## What sets a barrier when both ends have nearly the same energy?

In the known rows below, each path joins two structures whose energies differ by at most 0.04 eV. The forward barriers nevertheless run from 0.055 to 0.749 eV, nearly a factor of fourteen. The question is what produces this spread, and whether the answer can forecast the barrier of the row marked with question marks. That molecule, [AlH2][B]1C=C1, is a borirene: a three-membered ring of one boron and two doubly bonded carbons, here with an AlH2 group on the boron.

Torsions and inversions of small neutral aluminium-containing molecules, computed with Ansatz 0.2.0 at the PBE0/def2-SVP level. Paths are climbing-image nudged elastic bands between relaxed end structures, and the force component limit applies to the band. Barriers and reaction energies are electronic energies without zero-point terms.

| system | dispersion | orbitals | spin multiplicity | force component limit | bonds made and broken | barrier forward (eV) | barrier backward (eV) | reaction energy (eV) |
| --- | --- | --- | --- | --- | --- | --- | --- | --- |
| N=[C](O)[AlH2] | none | restricted | 1 | 0.03 eV/angstrom | none | 0.055 | 0.055 | 0.000 |
| [OH][AlH][OH] | D4 | restricted | 1 | 0.05 eV/angstrom | none | 0.067 | 0.086 | -0.019 |
| [BH2][Al]1[CH2][NH]1 | D4 | restricted | 1 | 0.05 eV/angstrom | none | 0.091 | 0.091 | 0.000 |
| [AlH2][B]1C=C1 | D4 | restricted | 1 | 0.03 eV/angstrom | ? | ? | ? | ? |
| NC[NH][AlH2] | none | restricted | 1 | 0.03 eV/angstrom | none | 0.143 | 0.183 | -0.040 |
| B[C](O)(F)[AlH2] | none | restricted | 1 | 0.05 eV/angstrom | none | 0.226 | 0.264 | -0.038 |
| C=[N][AlH] | D4 | unrestricted | 2 | 0.05 eV/angstrom | none | 0.307 | 0.307 | 0.000 |
| FC[BH][AlH2] | none | restricted | 1 | 0.05 eV/angstrom | none | 0.336 | 0.337 | 0.000 |
| B[N]1[CH2][AlH]1 | D4 | restricted | 1 | 0.05 eV/angstrom | none | 0.749 | 0.749 | 0.000 |

The barrier forward is the climb from the first structure to the top of the path, the barrier backward is the climb from the other end, and the reaction energy is the difference between the ends. One rule of thumb, the Bell-Evans-Polanyi relation, says that a more downhill reaction has a lower barrier. In its simplest form, with two equal parabolas crossing (the Marcus picture), a small reaction energy shifts the barrier by about half its own size. Here that is at most 0.02 eV, so the spread must come from what happens between the ends. The known rows include several kinds of motion. The borirene's path is a half turn of its AlH2 group, so the argument below deals with turns of that kind.

### Two limits of a twist

Consider a flat BH2 or AlH2 group that makes a half turn about the bond holding it. Boron and aluminium in such groups have an empty p orbital, which can take up electrons from a neighbouring filled orbital that overlaps with it sideways. In a simple picture that leaves out crowding, the barrier is the stabilisation lost on twisting, less whatever the twisted form gains in return.

One limit is a strong donor with little compensation. Nitrogen has a lone pair that overlaps well with the empty orbital of boron, and the partial π bond is broken at a quarter turn. The table holds a telling pair of isomers, run with the same functional, basis set and dispersion correction: the barrier is 0.749 eV in B[N]1[CH2][AlH]1, with BH2 on nitrogen, and 0.091 eV in [BH2][Al]1[CH2][NH]1, with BH2 on aluminium. Both paths are half turns of the BH2 group. On nitrogen the group lies in the ring plane at the start and stands nearly at right angles to it at the top, so loss of the B–N π bond is the likely cause of the eightfold difference.

The opposite limit is a group that is stabilised equally well in both orientations. In this simple picture its barrier would vanish, however strong each stabilisation is. What counts is the difference between the two, not the strength of either.

### Where the borirene should lie

In borirene, boron's own p orbital already shares the electron pair of the C=C bond. When AlH2 lies in the plane of the ring, its empty orbital is parallel to this π system and can accept some of its density. After a quarter turn the same orbital points into the ring plane, where it can accept density from the B–C σ bonds. The two orientations therefore compete, and theory argues for a low barrier, though not for a particular value.

The value has to come from comparable molecules. Two known rows carry an AlH2 or BH2 group on an atom whose p orbital already interacts with a neighbouring π bond or lone pair: N=[C](O)[AlH2], at 0.055 eV, and [BH2][Al]1[CH2][NH]1, at 0.091 eV. The model is a single constant fitted to the logarithms of these two barriers, which amounts to their geometric mean:

√(0.055 eV × 0.091 eV) ≈ 0.07 eV

The borirene took no part in this fit. Two rows are too few for a trustworthy statistical error, so a factor of three either way is assumed.

**Forecast:** a barrier of 0.07 eV, with a range of 0.024 to 0.21 eV; a reaction energy of 0.00 eV; no bonds made or broken. The reaction energy should vanish because a half turn merely exchanges the two hydrogens on aluminium.

Two other estimates show how much depends on the choice of comparison. The geometric mean of all eight known barriers, which uses no chemistry at all and mixes these turns with turns of OH groups, an inversion at nitrogen and the radical C=[N][AlH], gives 0.17 eV. The open-chain molecule FC[BH][AlH2], which also has a B–Al link, suggests 0.336 eV. It is a poor guide, however. At the start its fluorine sits about 2.1 Å from aluminium, close enough to donate into the empty orbital, and at the top of the path the distance is 3.4 Å. Its barrier therefore includes the loss of a contact that the borirene does not have.

### The computed result

The withheld rows as computed:

| system | dispersion | orbitals | spin multiplicity | force component limit | bonds made and broken | barrier forward (eV) | barrier backward (eV) | reaction energy (eV) |
| --- | --- | --- | --- | --- | --- | --- | --- | --- |
| [AlH2][B]1C=C1 | D4 | restricted | 1 | 0.03 eV/angstrom | none | 0.129 | 0.129 | 0.000 |

The computed barrier of 0.129 eV falls inside the forecast range but is 1.8 times the central value. The rows of the first table stand in order of rising barrier, so the place of the withheld row already put it between 0.091 and 0.143 eV. The forecast makes no use of that order, and its central value lies outside this interval. Both barriers are equal and the reaction energy is zero, as the exchange of two hydrogens requires. That agreement does not test the orbital argument, because symmetry would give the same result whatever the height of the barrier.

The estimate that used no chemistry came closer: 0.17 eV is too high by about 0.04 eV, whereas the forecast is too low by about 0.06 eV. This one case therefore gives no evidence that the two chosen molecules are better guides than the average of the whole table. A low barrier is no fingerprint of the mechanism either, since [OH][AlH][OH], which has no AlH2 or BH2 group to turn, lies at 0.067 eV. The printed output after this section lists how far the two-row constant misses each of the other molecules.

The structures along the path show which orientation wins. The borirene's AlH2 group stands at right angles to the ring at the start and lies in the ring plane at the top, so the upright form is the stable one. A natural reading is that donation from the B–C σ bonds into aluminium outweighs donation from the π system, whose electron pair boron already shares. The Al–H bonds may help, since in the upright form they can donate into boron's p orbital. The energies do not separate these effects.

The same check exposes a weakness in the forecast. In [BH2][Al]1[CH2][NH]1 the BH2 group is also upright at the start, but in N=[C](O)[AlH2] the AlH2 group is flat. The forecast thus averaged the sizes of two preferences that point in opposite directions. Before borrowing a barrier from a related molecule, it is worth checking that both prefer the same orientation.

For practical use, the size of the miss matters more than the fact that it stayed within the range. At room temperature the thermal energy is roughly 0.026 eV, so an error of 0.06 eV changes an estimated rate by about a factor of ten if all else is equal. The forecast is good enough to say that the AlH2 group turns easily, but not to give its rate. The computed barrier has limits of its own: it omits zero-point motion, uses a small basis set, and belongs to the path that was found, so an easier path may exist. The dispersion correction and the force limit also differ between the rows compared here, and the effect of this on the barriers was not measured.

The reasoning carries over as a question to ask of any such group: which donation does the twist break, and which does it open? A strong donor that can act in just one orientation suggests a high barrier, while donors of similar strength in both orientations suggest a low one. How low depends on a difference between two stabilisations, and that is where the simple picture stops being quantitative.

Printed output of the fit:

```
Smallest known forward barrier (eV): 0.055
Largest known forward barrier (eV): 0.749
Largest over smallest known forward barrier (ratio): 13.62
Largest size of a known reaction energy (eV): 0.04
Largest Marcus shift of a known forward barrier due to reaction energy (eV): 0.01938
Isomers, barrier with BH2 on N less barrier with BH2 on Al (eV): 0.658
Isomers, barrier with BH2 on N over barrier with BH2 on Al (ratio): 8.231
fit of log(barrier_forward) on 2 rows (analogue > 0): constant -2.649 +/- 0.25; rms 0.252, worst N=[C](O)[AlH2] 0.252, leave-one-out rms 0.504
  rows outside the fit (model, value, miss): [OH][AlH][OH] -2.649, -2.703, 0.0544; [AlH2][B]1C=C1 -2.649, -2.048, -0.601; NC[NH][AlH2] -2.649, -1.945, -0.704; B[C](O)(F)[AlH2] -2.649, -1.487, -1.16; C=[N][AlH] -2.649, -1.181, -1.47; FC[BH][AlH2] -2.649, -1.091, -1.56; B[N]1[CH2][AlH]1 -2.649, -0.289, -2.36
Forecast barrier of the withheld row (eV): 0.07075
Lower end of the forecast range (eV): 0.02358
Upper end of the forecast range (eV): 0.2122
Rival forecast, geometric mean of all known barriers (eV): 0.1739
Typical spread of known barriers about that mean (factor): 2.317
Rival forecast, open-chain row with a B-Al link (eV): 0.336
Computed forward barrier of the withheld row (eV): 0.129
Computed backward barrier of the withheld row (eV): 0.129
Computed reaction energy of the withheld row (eV): 0
Forecast less computed barrier (eV): -0.05825
Computed over forecast barrier (ratio): 1.823
```
